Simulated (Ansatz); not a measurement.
## A series in volume per atom on ScSi2

Periodic Kohn-Sham DFT of a crystal at fixed atoms; pressure and stress are positive in compression; the energy is the free energy less that of spherical unpolarised free atoms; site moments are those in the method's own spheres, positive along +z. The results are calculated, by Ansatz 0.2.0.

Cell of the first row (space group P6/mmm, No. 191):
```
CELL_PARAMETERS angstrom
3.58530 0.00000 0.00000
-1.79260 3.10490 0.00000
0.00000 0.00000 3.79100
ATOMIC_POSITIONS crystal
Sc 0.00000 0.00000 0.00000
Si 0.33333 0.66667 0.50000
Si 0.66667 0.33333 0.50000
```

Settings of every row: method all-electron PAW; functional PBEsol; relativity scalar; k mesh 13x13x11; filling fermi-dirac; smearing width 0.05 eV; nucleus gaussian.

Atom start moment: 0 on all atoms.

Limits: all rows lie far from zero pressure.

| row | volume per atom (Å³) | pressure (GPa) |
| --- | --- | --- |
| 1 | 14.067 | 34.67 |
| 2 | 14.367 | 29.926 |
| 3 | 14.666 | 25.603 |
| 4 | 14.816 | 23.586 |
| 5 | 14.965 | 21.659 |
| 6 | 15.115 | ? |
| 7 | 15.264 | 18.057 |
| 8 | 15.564 | 14.764 |
| 9 | 15.863 | 11.752 |

Question: what pressure should row 6 give?

Worked fit of pressure. Take u = (V_r/V)^(2/3) − 1 with V_r = 14.89 Å³ an atom, which is twice the finite (Eulerian) strain; such expansions in the strain, on which the Birch-Murnaghan equation of state is built, carry the rest volume and the bulk modulus. The shown rows have u = 0.03863, 0.02412, 0.01016, 0.00333, -0.00334, -0.0164, -0.02908, -0.04132. Least squares give pressure = 22.6171 + 288.211 × u + 614.69 × u² GPa; a straight line predicts inner rows, each left out in turn, worse (root mean square 0.32 against 0.0059 GPa). The rows lie off it by 0.002, 0.000, -0.006, 0.002, -0.002, 0.001, 0.008, -0.006 (root mean square 0.0043 GPa). The withheld row has u = -0.00995, so the fit gives 22.6171 + 288.211 × (-0.00995) + 614.69 × (-0.00995)² = 19.810 GPa.

The calculation gave 19.818 GPa. The fit lies 0.008 GPa (0.035 % of the column's range) below it; its largest miss of a shown row is 0.008 GPa.
